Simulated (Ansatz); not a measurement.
## A series in volume scale on Ti

All results are calculated (Ansatz 0.2.0). Free energy against uniform scaling of the volume at fixed shape and fractions; periodic cell, basis, potentials, k mesh and filling as listed.

The cell before it is scaled or strained (space group P6_3/mmc, No. 194):
```
Ti
1.0
      2.9598     0.0000     0.0000
     -1.4799     2.5633     0.0000
      0.0000     0.0000     4.6955
Ti
2
Direct
  0.33333 0.66667 0.25000
  0.66667 0.33333 0.75000
```

Settings of every row: functional PBEsol; dispersion none; potentials PAW; wave cutoff 420 eV; density cutoff 1680 eV; k mesh 11x11x6; k shift 0x0x0; occupations fermi dirac; smearing width 0.1 eV; spin none.

Limits: coarse k mesh, up to 40 meV an atom off; minimum outside the range.

```csv
row,volume scale,V (Å³/atom),energy above lowest point (meV/atom)
1,0.9406,16.754,0
2,0.9703,17.283,6.1
3,1,17.812,22.8
4,1.0297,18.341,?
5,1.0594,18.87,82.9
```

Question: what energy above lowest point should row 4 give?

Worked fit of energy above lowest point. Take u = (V_r/V)^(2/3) − 1 with V_r = 17.547 Å³ an atom, which is twice the finite (Eulerian) strain; such expansions in the strain, on which the Birch-Murnaghan equation of state is built, carry the rest volume and the bulk modulus. The shown rows have u = 0.03131, 0.01016, -0.00994, -0.0473. Least squares give energy above lowest point = 13.18 − 839.8 × u + 13402 × u² meV/atom; a straight line predicts inner rows, each left out in turn, worse (root mean square 13 against 0.14 meV/atom). The rows lie off it by 0.0, 0.1, -0.1, 0.0. The withheld row has u = -0.02907, so the fit gives 13.18 − 839.8 × (-0.02907) + 13402 × (-0.02907)² = 48.9 meV/atom.

The calculation gave 48.9 meV/atom. The fit meets it to the printed digit.
